**Plane spacings of a polar PbO(101) slab**

The table holds the spacings, spacing changes and rumpling of the 12 atomic planes of a relaxed 16-atom PbO(101) slab, Pb-terminated below and O-terminated above, from plane-wave PAW PBE+D3(BJ) without spin or spin-orbit coupling. The program rebuilds the ideal cut, counts broken bonds, and fits a single upward shift u of the Pb planes (pattern +u, −u, 0) to rows 2 to 8, against a damped alternation from both faces. The shift model gives u = 0.157 Å with 0.036 Å rms, the alternation 0.095 Å at best; rows 1, 10 and 11 depart strongly from the model. The output also shows that the original top O ends 1.02 Å below the Pb of plane 10 and that the formal dipole falls by 31 %.

Calculated values. All atoms of a 12-plane PbO(101) slab (1×1, 16 atoms, Pb bottom, O top) were relaxed with Ansatz 0.2.0 using scalar-relativistic PBE+D3(BJ), PAW, a 420 eV cutoff and no spin polarisation. The runs used a 7×4×1 k mesh, 0.05 eV Gaussian smearing, 15 Å of vacuum and a dipole correction. Planes are numbered upwards as in the bulk cut, the reference for spacing changes.

## Program and output

```python
# Table: plane spacings, their changes and rumpling (A) of a relaxed PbO(101) slab; Ansatz, PBE+D3(BJ), PAW.
# Tested: bulk geometry, bond counting, one polar Pb shift u (+u,-u,0) against damped alternation, formal dipole.
T = {
    'row': [1, 2, 3, 4, 5, 6, 7, 8, 9, 10, 11, 12],
    'relaxed_plane_number': [1, 2, 3, 4, 5, 6, 7, 8, 9, 10, 11, 12],
    'relaxed_plane_spacing_to_next': [0.805, 1.53, 0.88, 0.585, 1.559, 0.963, 0.634, 1.605, 0.95, 0.971, -1.992, None],  # angstrom
    'relaxed_plane_spacing_change': [0.021, -0.039, 0.096, -0.2, -0.01, 0.179, -0.151, 0.036, 0.166, 0.187, -3.561, None],  # angstrom
    'relaxed_plane_rumpling': [0.327, 0.0, 0.0, 0.099, 0.0, 0.0, 0.068, 0.0, 0.0, 0.507, 0.0, 0.0],  # angstrom
}
import numpy as np, itertools
from scipy.constants import e, epsilon_0
s = np.array(T['relaxed_plane_spacing_to_next'][:11], float)
ch = np.array(T['relaxed_plane_spacing_change'][:11], float)
rum = np.array(T['relaxed_plane_rumpling'], float); n = np.arange(1, 12)
# further outputs of the same runs: relaxed bulk, unrelaxed slab, energies (sigma->0)
a, c, V, A, th = 4.034, 4.993, 81.26227, 25.89642, 11.80578
p0, vt, vb, E0, E1 = -0.68504, 9.035826, 4.249031, -99784.3914, -99787.7712
fz = [-0.1349, 0.29079, -0.1216, -0.54091, 0.61211, 0.22735, -0.40817, -0.39775,
      0.51774, 0.4474, -0.58885, -0.56687, 0.95884, 2.211515, -1.009856, -1.49687]
d = V/A; r0 = 2*(th-3.75*d); z = 0.25-r0/(2*d)
ideal = np.array([.25, .5, .25]*4)[:11]*d; dev = np.abs(s-ch-ideal).max()
print(f"d(101) {d:.3f}, d/4 {d/4:.3f}, d/2 {d/2:.3f} A; largest deviation of uncut spacings {dev:.4f} A (rounding 0.001)")
print(f"ideal Pb rumpling {r0:.3f} A, Pb z {z:.3f}, Pb-O {np.hypot(a/2, z*c):.3f} A, gap between Pb sheets {c*(1-2*z):.2f} A")
O = [(0, 0, 0), (.5, .5, 0)]; Pb = [(0, .5, z), (.5, 0, -z)]
def kept(p, others, lo, hi):
    qs = [np.add(q, t) for q in others for t in itertools.product(range(-2, 7), repeat=3)]
    return sum(np.linalg.norm((q-p)*[a, a, c]) < 2.6 and lo < q[0]+q[2] < hi for q in qs)
up = lambda p, k: np.add(p, (0, 0, k))
print("bonds kept of 4: plane 1 Pb", [int(kept(up(p, 0), O, .2, 4.05)) for p in Pb], "plane 10 Pb",
      [int(kept(up(p, 3), O, .2, 4.05)) for p in Pb], "O11", int(kept(up(O[1], 3), Pb, .2, 4.05)),
      "O12", int(kept(up(O[0], 4), Pb, .2, 4.05)))
cut = 16-sum(kept(up(p, 3), O, -.05, 3.55) for p in Pb)-sum(kept(up(p, 3), Pb, -.05, 3.55) for p in O)
print("bonds cut per face if the cut ran between the two O planes:", int(cut))
pat = np.array([-1., 0, 1]*4)[:11]; m = (n >= 2) & (n <= 8)
u = (pat[m] @ ch[m])/(pat[m] @ pat[m]); res = ch-u*pat
rms = lambda x: float(np.sqrt(np.mean(x**2)))
print(f"polar shift fitted to rows 2-8: u = {u:.3f} A, rms {rms(res[m]):.3f} A; rms of the changes {rms(ch[m]):.3f} A")
print("row  pair   change   model  residual (A)")
nm = {-1: 'Pb-O', 0: 'O-O ', 1: 'O-Pb'}
for i in range(11):
    print(f"{n[i]:3d}  {nm[int(pat[i])]} {ch[i]:+7.3f} {u*pat[i]+0:+7.3f} {res[i]:+7.3f}", "" if m[i] else " not fitted")
alt = []
for L in np.linspace(.5, 20, 79):
    M = np.c_[(-1.)**n*np.exp(-n/L), (-1.)**n*np.exp(-(12-n)/L)][m]
    alt.append((rms(ch[m]-M @ np.linalg.lstsq(M, ch[m], rcond=None)[0]), L))
print(f"damped alternation from both faces (decay 0.5-20 planes): best rms {min(alt)[0]:.3f} A at {min(alt)[1]:.1f} planes")
h = np.r_[0, np.cumsum(s)]; h0 = np.r_[0, np.cumsum(ideal)]
F = {1: fz[0]+fz[1], 4: fz[4]+fz[5], 7: fz[8]+fz[9], 10: fz[12]+fz[13]}  # atoms taken in bottom-to-top order
us = {k: (s[k-2]-s[k-1])/2 for k in (4, 7, 10)}
for k in us:
    print(f"O-Pb2-O around plane {k}: Pb shift {us[k]:+.3f} A, thickness change {ch[k-2]+ch[k-1]:+.3f} A, "
          f"start force on Pb pair {F[k]:+.2f} eV/A, force x shift {F[k]*us[k]:+.2f} eV")
print("start force on O planes 2,3,5,6,8,9,11,12 (eV/A):", [round(fz[i], 2) for i in (2, 3, 6, 7, 10, 11, 14, 15)])
print(f"start force on the two Pb of plane 1: {fz[0]:+.2f}, {fz[1]:+.2f}; plane 10: {fz[12]:+.2f}, {fz[13]:+.2f} eV/A")
print("O-to-O height steps minus d/2, planes 2,3,5,6,8,9,11 (A):", np.round(np.diff(h[[1, 2, 4, 5, 7, 8, 10]])-d/2, 3))
print("rumpling minus ideal, planes 1,4,7,10 (A):", np.round(rum[[0, 3, 6, 9]]-r0, 3), "ratio", np.round(rum[[0, 3, 6, 9]]/r0, 1))
print("heights above plane 1 (A):", " ".join(f"{x:.2f}" for x in h))
print(f"O12 minus Pb10: {h0[11]-h0[9]:+.3f} A ideal, {h[11]-h[9]:+.3f} A relaxed; O12 minus O9 {h[11]-h[8]:+.3f} A")
print(f"plane 11 above plane 1: {h0[10]:.3f} A ideal, {h[10]:.3f} A relaxed, change {h[10]-h0[10]:+.3f} A")
q = np.array([4, -2, -2]*4); P0, P1 = q @ h0, q @ h; K = e/epsilon_0*1e10
print(f"formal dipole per cell: ideal {P0:.2f}, relaxed {P1:.2f} e A, fall {100*(1-P1/P0):.0f} %")
un = (q*h).reshape(4, 3).sum(1)
print(f"per Pb2-O-O unit: ideal {P0/4:.2f}; relaxed, planes 1-3, 4-6, 7-9, 10-12:", np.round(un, 2), "e A")
print(f"share of the fall in planes 10-12: {100*(un[3]-P0/4)/(P1-P0):.0f} %; compensating charge {abs(P0)/4/d:.1f} e per cell")
print(f"potential step of unscreened formal charges: ideal {K*abs(P0)/A:.0f} V, relaxed {K*abs(P1)/A:.0f} V")
print(f"unrelaxed run: vacuum step {vt-vb:.2f} V, from its dipole {K*abs(p0)/A:.2f} V, {100*p0/P0:.1f} % of formal")
print(f"step over thickness {(vt-vb)/th:.2f} V/A; relaxation energy {E1-E0:.2f} eV")
assert dev < 0.0015
assert us[4] > 0.1 and us[7] > 0.1 and rms(res[m]) < min(alt)[0]
assert h[11] < h[9] and P0 < P1 < 0
```

It prints:

```
d(101) 3.138, d/4 0.784, d/2 1.569 A; largest deviation of uncut spacings 0.0005 A (rounding 0.001)
ideal Pb rumpling 0.077 A, Pb z 0.238, Pb-O 2.340 A, gap between Pb sheets 2.62 A
bonds kept of 4: plane 1 Pb [1, 3] plane 10 Pb [4, 4] O11 3 O12 1
bonds cut per face if the cut ran between the two O planes: 2
polar shift fitted to rows 2-8: u = 0.157 A, rms 0.036 A; rms of the changes 0.124 A
row  pair   change   model  residual (A)
  1  Pb-O  +0.021  -0.157  +0.177  not fitted
  2  O-O   -0.039  +0.000  -0.039 
  3  O-Pb  +0.096  +0.157  -0.060 
  4  Pb-O  -0.200  -0.157  -0.044 
  5  O-O   -0.010  +0.000  -0.010 
  6  O-Pb  +0.179  +0.157  +0.022 
  7  Pb-O  -0.151  -0.157  +0.006 
  8  O-O   +0.036  +0.000  +0.036 
  9  O-Pb  +0.166  +0.157  +0.010  not fitted
 10  Pb-O  +0.187  -0.157  +0.344  not fitted
 11  O-O   -3.561  +0.000  -3.561  not fitted
damped alternation from both faces (decay 0.5-20 planes): best rms 0.095 A at 20.0 planes
O-Pb2-O around plane 4: Pb shift +0.148 A, thickness change -0.104 A, start force on Pb pair +0.84 eV/A, force x shift +0.12 eV
O-Pb2-O around plane 7: Pb shift +0.164 A, thickness change +0.028 A, start force on Pb pair +0.97 eV/A, force x shift +0.16 eV
O-Pb2-O around plane 10: Pb shift -0.011 A, thickness change +0.353 A, start force on Pb pair +3.17 eV/A, force x shift -0.03 eV
start force on O planes 2,3,5,6,8,9,11,12 (eV/A): [-0.12, -0.54, -0.41, -0.4, -0.59, -0.57, -1.01, -1.5]
start force on the two Pb of plane 1: -0.13, +0.29; plane 10: +0.96, +2.21 eV/A
O-to-O height steps minus d/2, planes 2,3,5,6,8,9,11 (A): [-0.039 -0.104 -0.01   0.028  0.036  0.352]
rumpling minus ideal, planes 1,4,7,10 (A): [ 0.25   0.022 -0.009  0.43 ] ratio [4.3 1.3 0.9 6.6]
heights above plane 1 (A): 0.00 0.81 2.33 3.21 3.80 5.36 6.32 6.96 8.56 9.51 10.48 8.49
O12 minus Pb10: +2.353 A ideal, -1.021 A relaxed; O12 minus O9 -0.071 A
plane 11 above plane 1: 10.198 A ideal, 10.482 A relaxed, change +0.284 A
formal dipole per cell: ideal -25.10, relaxed -17.38 e A, fall 31 %
per Pb2-O-O unit: ideal -6.28; relaxed, planes 1-3, 4-6, 7-9, 10-12: [-6.28 -5.46 -5.75  0.1 ] e A
share of the fall in planes 10-12: 83 %; compensating charge 2.0 e per cell
potential step of unscreened formal charges: ideal 175 V, relaxed 121 V
unrelaxed run: vacuum step 4.79 V, from its dipole 4.79 V, 2.7 % of formal
step over thickness 0.41 V/A; relaxation energy -3.38 eV
```
